\section*{A vacancy in Fe finding dilute Cu: response of the encounter rate}

\textbf{Question.} A vacancy walks through bcc Fe with randomly placed substitutional Cu of site fraction $c$. One condition at a time is changed. Predict sign and size of the change in the rate of first encounter, first by reasoning, then by calculation.

\subsection*{1. Model and conventions}

Nearest-neighbour (1nn) jumps at rate $w_0$ per bond, total rate $\Gamma=zw_0$, $z=8$ in bcc. In pure Fe successive vacancy jumps are uncorrelated; the tracer correlation factor belongs to the atoms and does not enter. Cu moves only by exchange with the vacancy, so it is static until the first encounter. Reference definition of the encounter: the vacancy lands on a Cu site. Counting stops there, so each Cu acts as a perfect trap. How long the pair lasts afterwards is a separate question.

$P_n(\mathbf r)$: probability of being at $\mathbf r$ after $n$ jumps from the origin, $P(\mathbf r,\xi)=\sum_nP_n\xi^n$. $S_n$: mean number of distinct sites visited, starting site included. First arrivals at $\mathbf r\neq0$ have generating function $P(\mathbf r,\xi)/P(0,\xi)$, and $\sum_{\mathbf r}P(\mathbf r,\xi)=1/(1-\xi)$. Summing first arrivals over sites and then over steps,
\begin{equation}
\sum_nS_n\xi^n=\frac{1}{(1-\xi)^2P(0,\xi)} .
\label{gen}
\end{equation}
Large $n$ is fixed by $\epsilon=1-\xi\to0$:
\begin{align}
\text{chain:}\quad &P(0,\xi)=(1-\xi^2)^{-1/2}, && S_n\simeq(8n/\pi)^{1/2},\\
\text{square:}\quad &P(0,\xi)\simeq\pi^{-1}\ln(8/\epsilon), && S_n\simeq\pi n/\ln 8n,\\
\text{3D:}\quad &P(0,\xi)\simeq G-B\sqrt\epsilon, && S_n\simeq n/G+b\sqrt n .
\end{align}
$G=P(0,1)$ is the mean number of visits to the origin (Watson's integrals): $1.5164$ (sc), $1.3932=\Gamma_{\rm E}(1/4)^4/4\pi^3$ (bcc; $\Gamma_{\rm E}$ is Euler's gamma function), $1.3447$ (fcc). Hence $1/G=0.659$, $0.718$, $0.744$. The return probability is $1-1/G$, $0.282$ in bcc.

The $\sqrt\epsilon$ term comes from small wave vectors $q$. With site volume $v$ and step variance $\sigma^2$ per axis,
\begin{equation}
-B\sqrt\epsilon=v\!\int\!\frac{d^3q}{(2\pi)^3}\left[\frac1{\epsilon+\sigma^2q^2/2}-\frac2{\sigma^2q^2}\right]=-\frac{v\sqrt{2\epsilon}}{2\pi\sigma^3}.
\end{equation}
bcc with cube edge $a$: $v=a^3/2$, $\sigma^2=a^2/4$, $B=2\sqrt2/\pi=0.900$. In \eqref{gen} the term $B\epsilon^{-3/2}/G^2$ gives $b=2B/(\sqrt\pi G^2)=0.523$.

\emph{Survival.} Each newly visited site is Cu with probability $c$, independently. With $s_n$ the number of distinct sites of one particular walk, $\Phi_n=\langle(1-c)^{s_n-1}\rangle\approx e^{-cS_n}$ for small $c$ (first cumulant). In 3D, with $n=\Gamma t$,
\begin{equation}
k=c\,\Gamma\,C,\qquad C=1/G,\qquad \tau=1/k .
\label{rate}
\end{equation}

\emph{Capacity.} $C$ generalises to other targets. Let $G(\mathbf r)=P(\mathbf r,1)$, which obeys $G(\mathbf r)=\delta_{\mathbf r0}+z^{-1}\sum_{\boldsymbol\delta}G(\mathbf r+\boldsymbol\delta)$ over the 1nn vectors $\boldsymbol\delta$. At $\mathbf r=0$ this gives $G(\boldsymbol\delta)=G-1$. Steady sinks $J_j$ on target sites depress the vacancy occupation to $\rho(\mathbf r)=\rho_\infty-\sum_jJ_jG(\mathbf r-\mathbf r_j)/\Gamma$. Setting $\rho=0$ on the target,
\begin{equation}
\sum_jG(\mathbf r_i-\mathbf r_j)\,q_j=1,\qquad C=\sum_jq_j,\qquad q_j=\frac{J_j}{\Gamma\rho_\infty}.
\label{cap}
\end{equation}
One site gives $C=1/G$.

\emph{Leading finite-$c$ term.} For a compact target all $G(\mathbf r_i-\mathbf r_j)$ shift by the same $-B\sqrt\epsilon$, so $1/C\to1/C-B\sqrt\epsilon$ and $S_n\to Cn+2BC^2\sqrt{n/\pi}$. For targets at number $c_t$ per site, integrating $e^{-c_tS_n}$ over $n$ to first order in $B$,
\begin{equation}
\bar n=\frac1{c_tC}\,(1-\eta),\qquad \eta=B\,C^{3/2}\sqrt{c_t}.
\label{eta}
\end{equation}
Single sites in bcc: $\eta=0.547\sqrt c$. Ratios below are $c\to0$ values unless $\eta$ is named.

\subsection*{2. Reference state}

Given inputs, typical and approximate: $a=2.87$ \AA, $w_0=\nu e^{-E_m/k_BT}$ with $E_m=0.65$ eV and $\nu=6\times10^{12}$ s$^{-1}$, both taken independent of $T$. Chosen: $T=550$ K, $c=10^{-3}$.
\begin{equation}
k_BT=0.0474\ \text{eV},\quad \frac{E_m}{k_BT}=13.7,\quad \Gamma=5.3\times10^7\ \text{s}^{-1},\quad k=3.8\times10^4\ \text{s}^{-1}.
\end{equation}
So $\tau=26\ \mu$s, $G/c=1.39\times10^3$ jumps of length $\sqrt3a/2=2.49$ \AA, rms displacement $9.3$ nm, $\eta=1.7\%$. A shift of $0.05$ eV in $E_m$ changes $\Gamma$ by a factor $2.9$, so absolute times only set the scale. The geometric ratios do not depend on $E_m$.

\subsection*{3. Temperature: 550 K $\to$ 600 K}

\emph{Reasoning.} The path statistics contain no energy, so $S_n$, $G$ and $\bar n$ stay. Only the clock runs faster. Sign positive. Since $E_m/k_BT\gg1$, a small relative change of $T$ has a large effect.

\emph{Calculation.} $d\ln k/dT=E_m/k_BT^2$, $2.5\%$ per kelvin at 550 K.
\begin{equation}
\frac{k(600)}{k(550)}=\exp\left[\frac{E_m}{k_B}\left(\frac1{550\ \text{K}}-\frac1{600\ \text{K}}\right)\right]=e^{1.14}=3.1,
\end{equation}
$\tau=8.4\ \mu$s.

\subsection*{4. Cu content: $10^{-3}\to10^{-2}$}

The solution is assumed to stay random.

\emph{Reasoning.} To leading order $k\propto c$: factor 10. The walk is now shorter, and a young walk finds new sites faster, since $dS_n/dn$ falls toward $1/G$ from above. Expect slightly more than 10.

\emph{Calculation.} $\eta$ rises from $1.7\%$ to $5.5\%$:
\begin{equation}
\frac{\bar n(10^{-3})}{\bar n(10^{-2})}=10\,\frac{1-0.017}{1-0.055}=10.4 .
\end{equation}
Neglected: the second cumulant $+c^2\,\mathrm{Var}(s_n)/2$ in $\ln\Phi_n$, which lengthens survival. The known leading variance in bcc, quoted without proof, is $\kappa n\ln n$ with $\kappa=8/(\pi^2G^4)=0.215$. At $n=G/c$ the term is $c\kappa G\ln(G/c)/2$: $0.001$ at $c=10^{-3}$ and $0.007$ at $c=10^{-2}$. Replacing $c$ by $-\ln(1-c)$ shifts the exponent by the relative amount $c/2$, in the opposite direction. The last figure of $10.4$ is uncertain by about one unit. The sign of the excess is safe.

\subsection*{5. Host lattice: bcc $\to$ fcc}

A change of geometry only.

\emph{Reasoning.} An immediate backstep has probability $1/z$, $1/12$ in place of $1/8$. Triangles in fcc add three-step returns and give part of the gain back. At equal $\Gamma$: positive and bounded, since $C<1$ caps the ratio at $G_{\rm bcc}=1.39$. Expect a few per cent.

\emph{Calculation.} $G_{\rm bcc}/G_{\rm fcc}=1.036$ at equal $\Gamma$. At equal $w_0$ the factor $12/8$ joins in: $1.55$. The effect of $3.6\%$ is comparable with $\eta$, so check it. For fcc $v=a^3/4$, $\sigma^2=a^2/6$, $B=3\sqrt3/2\pi=0.827$, $\eta=0.530\sqrt c$, again $1.7\%$ at $c=10^{-3}$. The two corrections differ by $0.05\%$ and the ratio stands. In other units, $3.6\%$ equals $k_BT\ln1.036=1.7$ meV in $E_m$, or $1.4$ K. A real change of host acts through $\Gamma$ as soon as its barrier differs by more than a few meV.

\subsection*{6. Definition of encounter: Cu site $\to$ 1nn shell}

Count the encounter when a 1nn vacancy--Cu pair first forms.

\emph{Reasoning.} Bigger target, sign positive. Eight sites do not give a factor 8, because they shadow one another. Every path to the Cu site crosses the shell, and from a shell site the centre is reached with probability $1-1/G$. The rate should rise by the inverse, between 3 and 4.

\emph{Calculation.} In \eqref{cap} put equal $q$ on the shell. For a shell site $\boldsymbol\delta'$, $\sum_{\boldsymbol\delta}G(\boldsymbol\delta'-\boldsymbol\delta)=zG(\boldsymbol\delta')=z(G-1)$. Thus
\begin{equation}
C_{\rm shell}=\frac1{G-1}=2.543,\qquad \frac{C_{\rm shell}}{C}=\frac G{G-1}=3.5,
\end{equation}
$\tau=7.4\ \mu$s. Here $\eta=12\%$ at $c=10^{-3}$, which shortens $\tau$ further; two figures are the limit.

Continuum translation: $k=4\pi DR\,n_{\rm Cu}$ with $D=\Gamma a^2/8$, $n_{\rm Cu}=2c/a^3$ gives
\begin{equation}
R=aC/\pi .
\label{R}
\end{equation}
Site: $0.228a=0.66$ \AA. Shell: $0.810a=2.32$ \AA, somewhat below the 1nn distance.

\subsection*{7. Exchange barrier: vacancy--Cu jump changed by $\pm0.10$ eV}

Back to the site definition. The jump onto the Cu site has rate $\lambda w_0$, $\lambda=e^{-\Delta E/k_BT}$. All other jumps keep $w_0$. This is a model change; a real solute also alters neighbouring jumps.

\emph{Reasoning.} Two resistances in series: transport to the shell and the last jump. A slower last jump throttles the rate without limit. A faster one can only remove its own resistance, with the shell result as ceiling. The response is asymmetric.

\emph{Calculation.} Off the centre the density is still that of a point sink, so on the shell $\rho_1=\rho_\infty-J(G-1)/\Gamma$. The flux is $J=\lambda\Gamma\rho_1$. Eliminating $\rho_1$,
\begin{equation}
C(\lambda)=\frac1{G-1+1/\lambda},\qquad \left.\frac{d\ln C}{d\ln\lambda}\right|_{\lambda=1}=\frac1G=0.718 .
\end{equation}
At 550 K, $e^{0.10\,\text{eV}/k_BT}=8.25$. Lower barrier: $C=1.94$, ratio $2.7$ (ceiling $3.5$; $\eta=8\%$). Higher barrier: $C=0.116$, ratio $0.16$. A factor of about 8 in the last jump gains less than 3 and loses about 6.

\subsection*{8. Cu arrangement: single atoms $\to$ pairs $\to$ clusters, fixed $c$}

\emph{Reasoning.} The second atom of a pair sits in the depleted zone of the first. Sign negative. For compact clusters $C\propto R\propto N^{1/3}$, their number $\propto1/N$, so $k\propto N^{-2/3}$.

\emph{Calculation.} 1nn pair in \eqref{cap}: $q\,[G+(G-1)]=1$,
\begin{equation}
C_{\rm pair}=\frac2{2G-1}=1.120,\qquad \frac{k_{\rm pair}}{k}=\frac{G}{2G-1}=0.780 ,
\end{equation}
a loss of $22\%$. With $c_t=c/2$, $\eta=2.4\%$, near the reference value. For $N=100$ on the bcc lattice, $R_N=a(3N/8\pi)^{1/3}=2.3a=0.66$ nm. Equation \eqref{R} gives $C/N=\pi R_N/aN=0.07$, a ratio of $0.1$. The capture radius of a lattice cluster is ambiguous by a fraction of $a$; $a/2$ would be a relative $0.2$. One figure only.

\subsection*{9. Dimension: bulk $\to$ plane $\to$ line}

The vacancy is confined to a square net (idealised (001) layer) or a chain (idealised dislocation core), with the same $c$ on those sites.

\emph{Reasoning.} Both walks are recurrent, $G\to\infty$, and no constant rate $c\Gamma/G$ exists. More jumps are needed. In 2D the penalty is a logarithm, a factor of a few. In 1D it is a power of $c$.

\emph{Plane.} $cS_n=1$ with $S_n=\pi n/\ln8n$ has the root $n=3.2\times10^3$. The next term from \eqref{gen} multiplies $S_n$ by $1+(1-\gamma_{\rm E})/\ln8n$, with Euler's constant $\gamma_{\rm E}$, $1-\gamma_{\rm E}=0.423$. This is $4\%$ and gives $n=3.1\times10^3$, about $2.2$ times the bulk value. Fluctuations of $s_n$ are left out.

\emph{Line.} The first cumulant gives
\begin{equation}
\bar n\approx\int_0^\infty e^{-c\sqrt{8n/\pi}}\,dn=\frac{\pi}{4c^2}=\frac{0.785}{c^2}.
\end{equation}
Exact: with traps at distances $x$ and $y$ on either side, the mean number of jumps is $xy$. (It solves $T_x=1+\tfrac12(T_{x-1}+T_{x+1})$ at fixed $x+y$ with zero end values.) For a start on a random Fe site $x$ and $y$ are independent and geometric with mean $1/c$, so
\begin{equation}
\bar n_{1D}=1/c^2 .
\end{equation}
The first cumulant is $21\%$ low: in 1D the spread of $s_n$ is of the order of its mean. At $c=10^{-3}$, $\bar n_{1D}=10^6$, which is $1/(cG)=7\times10^2$ times the bulk value. Doubling $c$ now divides the time by 4.

Break-even: at equal $\nu$ the chain has $z=2$ against 8. It matches the bulk time if its barrier is lower by
\begin{equation}
\Delta E=k_BT\ln\frac{4}{cG}=0.0474\ \text{eV}\times7.96=0.38\ \text{eV}.
\end{equation}

\subsection*{10. Summary}

Ratio of inverse mean encounter times, changed over reference (plane: ratio of the roots of $cS_n=1$).

\begin{center}
\begin{tabular}{lll}
change & acts on & ratio\\ \hline
550 $\to$ 600 K & $\Gamma$ & $3.1$\\
$c\times10$ & $c$, $\eta$ & $10.4$\\
fcc, equal $\Gamma$ & $G$ & $1.036$\\
1nn shell as target & $C$ & $3.5$\\
exchange barrier $-0.10$ eV & $C$ & $2.7$\\
exchange barrier $+0.10$ eV & $C$ & $0.16$\\
all Cu in 1nn pairs & $C$ & $0.780$\\
clusters, $N=100$ & $C$ & $0.1$\\
square net, equal $\Gamma$ & form of $S_n$ & $1/2.2$\\
chain, equal $\Gamma$ & form of $S_n$ & $1.4\times10^{-3}$
\end{tabular}
\end{center}

Working rule: write $k=c_t\Gamma C$ and ask which factor the change touches. $\Gamma$ responds exponentially to energies. $C$ responds by bounded geometric factors, except for a slow last jump or strong clustering. The factorisation holds while $\eta\ll1$ and fails below three dimensions.